# Solution: orthogonalising the allyl π Hamiltonian at least cost

**Conventions.** The $N$ orbitals are real and normalised, $S=1+D$, $\rho$ is the spectral radius of $D$, and norms are spectral norms. The target is Löwdin's $H'=XHX$ with $X=S^{-1/2}$. Work $W$ is counted in dense matrix products of $2N^3$ flops, for general $H$ and $D$. Additions ($O(N^2)$) are ignored.

## (a) Expansion

The binomial series $X=\sum_j c_jD^j$ has $c_j=\binom{-1/2}{j}=1,-\tfrac12,\tfrac38,-\tfrac5{16},\dots$ Hence
$$H'=\sum_{j,k}c_jc_kD^jHD^k=H-\tfrac12(DH+HD)+\tfrac38(D^2H+HD^2)+\tfrac14DHD-\dots$$
Since $\sum_j|c_j|x^j=(1-x)^{-1/2}$, squaring gives $\sum_{j+k=m}|c_jc_k|=1$, so the order-$m$ term is bounded by $\|H\|\rho^m$ and the series converges for $\rho<1$. For $H=1$ it is $\sum_m(-D)^m$, which diverges for $\rho\ge1$. Convergence for every $H$ therefore requires $\rho<1$.

## (b) Exact solutions

*Homonuclear pair* (site energy $\alpha$, resonance integral $\beta$, overlap $s$). The levels are $(\alpha\pm\beta)/(1\pm s)$. Their half-sum and half-difference give
$$\alpha'=\frac{\alpha-s\beta}{1-s^2},\qquad\beta'=\frac{\beta-s\alpha}{1-s^2}.$$

*Allyl.* Let $A$ be the adjacency matrix of the chain 1–2–3, $H=\alpha+\beta A$ and $D=sA$. Replacing $H$ by $H-\alpha S=tA$, with $t=\beta-s\alpha$, shifts $H'$ exactly by $-\alpha$. Truncated series lack this invariance, so this energy zero is used throughout, with energies in units of $t$. Here $H$ and $S$ commute and $A^3=2A$, which gives $\rho=\sqrt2s$ and
$$H'=tA(1+sA)^{-1}=t\,\frac{A-sA^2}{1-2s^2},\qquad H'_{12}=\frac{t}{1-2s^2},\qquad H'_{13}=-\frac{st}{1-2s^2}.$$
With the typical π overlap $s=0.25$, $\rho=0.354$ and the model gives $H'_{13}=-0.2857\,t$. The leading part, $-\tfrac12(D_{12}H_{23}+H_{12}D_{23})=-st$, runs through atom 2 and is a three-centre term. The third atom also changes the 1-2 hopping from $1.067\,t$ (pair) to $1.143\,t$.

## (c) Work, memory, error

**A. Term-by-term expansion to order $n$.** Form $G_k=HD^k$ ($n$ products). By symmetry the truncated sum is $Y+Y^T$ with
$$Y=\sum_{j\le n/2}c_jD^j\Big[\tfrac12c_jG_j+\sum_{k=j+1}^{n-j}c_kG_k\Big],$$
and Horner's rule in $D$ costs $\lfloor n/2\rfloor$ more. Thus $W=\lfloor3n/2\rfloor$. Memory is $\lfloor n/2\rfloor+4$ matrices (the brackets, $D$, $G_k$, workspace). The error is at most $\|H\|\rho^{n+1}/(1-\rho)$.

**B. The same series, factored.** Build $X_n=\sum_{j\le n}c_jD^j$ by Horner's rule ($n-1$ products), then $X_nHX_n$ (two products): $W=n+1$, four matrices. All terms with $j,k\le n$ are kept, so the omitted terms are a subset of those omitted in A and the same bound holds.

**C. Newton–Schulz iteration.** $X_{k+1}=\tfrac12X_k(3-SX_k^2)$, $X_0=1$. All iterates commute with $S$. For $R_k=1-SX_k^2$, substitution gives $R_{k+1}=\tfrac14(3R_k^2+R_k^3)$ with $R_0=-D$, so $\|R_k\|\le\rho^{2^k}$ and $R_k\ge0$ for $k\ge1$. Write $X_k=XQ$ with $Q=(1-R_k)^{1/2}$, for which $\|Q\|\le1$ and $\|1-Q\|\le\|R_k\|$. The error $(Q-1)H'Q+H'(Q-1)$ is then at most $2\|H'\|\rho^{2^k}$. The first step, $X_1=1-D/2$, is free and each later one takes three products: $W=3(k-1)+2=3k-1$, five matrices.

**D. Diagonalisation** $S=U\sigma U^T$, with $\sigma$ the diagonal matrix of eigenvalues. A typical count for eigenvalues and eigenvectors is $9N^3$ flops, or 4.5 products. One product forms $U\sigma^{-1/2}U^T$ and two form $XHX$: $W=7.5$, four matrices, rounding error only.

For relative error $\epsilon$ let $L=\ln\epsilon/\ln\rho$. Then $W$ grows as $3L/2$ (A), $L$ (B) and $3\log_2L$ (C), and is constant for D. For a long chain with nearest-neighbour $D$, $X_n$ has $2n+1$ diagonals, so B needs only $O(n^2N)$ work and $O(nN)$ memory, while D stays at $O(N^3)$ and $O(N^2)$.

## (d) Errors for allyl

Define $\delta=1-H'^{\rm approx}_{13}/H'_{13}$. The general algorithms are charged in full, without the shortcut that commutation offers in this model.

*A.* The sum is $tA\sum_{m\le n}(-sA)^m$. Only even powers of $A$ have a 1-3 element, $(A^{2p})_{13}=2^{p-1}$, so $\delta=(2s^2)^{\lfloor(n+1)/2\rfloor}$.

*B and C.* The eigenvectors $(1,\pm\sqrt2,1)/2$ of $A$ each contribute weight $\tfrac14$ to the 1-3 element, and the zero mode contributes nothing. If $x_\pm$ are the eigenvalues of the approximate $X$ and $r_\pm=1-(1\pm\rho)x_\pm^2$, then
$$\delta=\frac{r_-(1+\rho)-r_+(1-\rho)}{2\rho}.$$

Values of $10^3\delta$ at $s=0.25$, with the order or step in brackets:

| $W$ | A | B | C | D |
|---|---|---|---|---|
| 1 | 125 (1) | | | |
| 2 | | 125 (1) | 125 (1) | |
| 3 | 125 (2) | 84.0 (2) | | |
| 4 | 15.6 (3) | 12.4 (3) | | |
| 5 | | 8.39 (4) | 11.5 (2) | |
| 6 | 15.6 (4) | 1.32 (5) | | |
| 7 | 1.95 (5) | 0.898 (6) | | |
| 7.5 | | | | rounding |
| 8 | | 0.145 (7) | 0.0855 (3) | |

## (e) Choice

*Cheapest for a stated accuracy.*
- $\delta\le0.15$: A at $n=1$, $W=1$.
- $\delta\le0.02$: $W=4$, reached by A and B at $n=3$. B is the more accurate and stores four matrices against five.
- $\delta\le2\times10^{-3}$: B at $n=5$, $W=6$, against 7 for A.
- $\delta\le10^{-4}$: D, $W=7.5$. Its margin over C ($W=8$) is narrow and rests on the $9N^3$ input.

*Best inside a budget.*
- $W\le2$: $\delta=0.125$, already reached by A at $n=1$.
- $W\le4$: B at $n=3$. $W\le6$: B at $n=5$.
- $W\le8$: D. If only matrix products are allowed, C at $k=3$, the first entry where quadratic convergence overtakes the series.

The ranking depends on $\rho$. A graphene sheet, with three neighbours and the same assumed $s$, has $\rho=3s=0.75$, which multiplies $L$ by $\ln(\sqrt2s)/\ln(3s)=3.6$. By this estimate the cost 4 of B at $n=3$ becomes about 14, and D is cheaper for dense matrices.

## (f) Limit of the model

The direct 1-3 overlap $u$ was neglected. For parallel Slater 2p orbitals $u=e^{-p}(1+p+\tfrac25p^2+\tfrac1{15}p^3)$, $p=\zeta R_{13}/a_0$. The typical inputs $\zeta=1.625$, C–C length 1.40 Å and angle $120^\circ$ give $p=7.45$ and $u=0.034$. Assume the direct hopping scales with overlap, $t_{13}=tu/s=0.14\,t$. Then $H=(t/s)D$, $H'=(t/s)(1-S^{-1})$, and
$$H'_{13}=-\frac ts\,\frac{s^2-u}{1-2s^2-u^2+2s^2u}=-0.13\,t .$$
The neglected term cancels about half of the induced hopping. The small $\delta$ values measure the orthogonalisation of the nearest-neighbour model, and for a physical estimate within that model first order ($W=1$) is sufficient.